Yukawa Green function and the field around a vortex line in niobium

The Green function

For a static field the Klein-Gordon operator (1/c²)∂t² − ∇² + κ², with κ = mc/ħ, reduces to −∇² + κ². We want the decaying solution of (−∇² + κ²)G = δ(r). Its Fourier transform is 1/(k² + κ²), and k = 0 gives ∫G = 1/κ² in every dimension.

1D: G₁ = exp(−κ|x|)/(2κ), whose slope jumps by −1 at x = 0, as the δ requires.

3D: a plane of point sources gives G₁(x) = ∫ from |x| to ∞ of 2πr G₃ dr, so G₃ = −G₁′(r)/(2πr) = exp(−κr)/(4πr).

2D: a line of point sources, with z = r sinh t, gives G₂ = (1/4π)∫exp(−κr cosh t) dt over all t = K₀(κr)/(2π).

The vortex

For one straight vortex deep inside a thick sample, the London equation (SI) is B − λ²∇²B = Φ₀δ²(r), with Φ₀ = h/2e. Dividing by λ² gives the 2D problem with κ = 1/λ (not the Ginzburg-Landau κ), so B = Φ₀K₀(x)/(2πλ²), x = r/λ, with total flux Φ₀. Inputs, typical of impure niobium at low temperature: λ ≈ 90 nm and coherence length ξ ≈ 10 nm. The equivalent mass is mc² = ħc/λ = 2.2 eV. We want B at r = 3λ = 270 nm.

Estimate by hand

At a flat surface the field decays as exp(−x). Borrow that shape and make it carry one flux quantum: Φ₀ = B₀∫exp(−r/λ)2πr dr = 2πλ²B₀. With Φ₀ ≈ 2×10⁻¹⁵ Wb, λ² ≈ 8×10⁻¹⁵ m² and 2π×8 ≈ 50, B₀ ≈ 40 mT. With e³ ≈ 20, B ≈ 2 mT.

Careful calculation

Φ₀ = 2.068×10⁻¹⁵ Wb gives B₀ = Φ₀/(2πλ²) = 40.6 mT, and K₀(3) = 0.03474, so B = 1.41 mT.

Two limits apply. The model fails for r < ξ, and the flux fraction it puts inside radius x is 1 − xK₁(x), which is 1.7% at x = ξ/λ. If the core held none of this and the outside stayed London-like, the tail would rise by 1/(xK₁) = 1.018. In clean niobium, typically ξ ≈ λ ≈ 40 nm, the same factor is 1.66 and the London profile is only qualitative. Second, at fixed r, d ln B/d ln λ = xK₁/K₀ − 2 = 1.47, so 10% in λ means about 15% in B. Quote 1.4 mT.

Why they differ

The estimate is high by 2/1.41 = 1.42. Unrounded it reads B₀e⁻³ = 2.02 mT, so rounding contributes a factor 0.99. The prefactors are identical, and the remainder is shape: e³K₀(3) = 0.698, whose inverse is 1.43.

The borrowed shape ignores the (1/r)∂B/∂r term of the cylindrical Laplacian. In units of λ, (−∇² + 1)e⁻ˣ = e⁻ˣ/x, so the estimate solves the problem exactly for a source of the same total strength smeared over about λ, which pushes flux outward. Within r = λ the true profile holds 1 − K₁(1) = 40% of Φ₀, the exponential 1 − 2/e = 26%. The curves cross at x = 1.36; inside, the estimate is low, outside it is high.

For the size, set K₀ = u/√x, which gives u″ = (1 − 1/(4x²))u. The tail is therefore e⁻ˣ/√x, and expanding the integral about t = 0 gives eˣK₀ ≈ √(π/2x)[1 − 1/(8x) + 9/(128x²)]. At x = 3 this is 0.724 × 0.966 = 0.699, against 0.698 exactly. Cylindrical spreading, √(π/2x), supplies most of the gap, which widens as √x.